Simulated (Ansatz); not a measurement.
Ta: the change of pressure with volume scale

Periodic Kohn-Sham DFT of a crystal at fixed atoms, scaled to volume_scale times the given cell; pressure positive in compression, energy less spherical unpolarised free atoms, largest_vzz the field gradient of largest size among the nuclei. The results are calculated, by Ansatz 0.2.0.

The cell before it is scaled or strained (space group Fm-3m, No. 225):
```
cell vectors (Å)
   0.0000     2.1100     2.1100
   2.1100     0.0000     2.1100
   2.1100     2.1100     0.0000
atoms (fractions of the cell vectors)
Ta  0.00000  0.00000  0.00000
```

Settings of every row: method frozen-core PAW; functional PBEsol; relativity scalar; k mesh 17x17x17; filling fermi-dirac; smearing width 0.05 eV; wave cutoff 420 eV; paw set soft_2.

Atom start moment: 0 on all atoms.

Limits: PAW files made with PBE; no spin-orbit coupling on heavy atoms.

```csv
row,volume scale,V (Å³/atom),pressure (GPa)
1,0.94,17.661,6.57
2,0.96,18.036,1.954
3,0.98,18.412,-2.234
4,0.99,18.6,-4.179
5,1,18.788,-6.029
6,1.01,18.976,?
7,1.02,19.164,-9.466
8,1.04,19.539,-12.577
9,1.06,19.915,-15.392
```

Question: what pressure should row 6 give?

Worked fit of pressure. Take u = (V_r/V)^(2/3) − 1 with V_r = 18.694 Å³ an atom, which is twice the finite (Eulerian) strain; such expansions in the strain, on which the Birch-Murnaghan equation of state is built, carry the rest volume and the bulk modulus. The shown rows have u = 0.03862, 0.02418, 0.01018, 0.00337, -0.00334, -0.01642, -0.02904, -0.0413. Least squares give pressure = −5.1158 + 276.014 × u + 672.92 × u² + 372 × u³ GPa; a parabola predicts inner rows, each left out in turn, worse (root mean square 0.0068 against 0.0042 GPa). The rows lie off it by 0.001, -0.003, 0.002, -0.001, 0.001, 0.002, -0.004, 0.002. The pressure vanishes at u = 0.0178, or V = 18.21 Å³ an atom, and there the bulk modulus at fixed shape and fractions is B = −V dP/dV = (2/3)(1 + u) dP/du = 204 GPa. The withheld row has u = -0.00993, so the fit gives −5.1158 + 276.014 × (-0.00993) + 672.92 × (-0.00993)² + 372 × (-0.00993)³ = -7.791 GPa.

The calculation gave -7.791 GPa. The fit meets it to the printed digit.
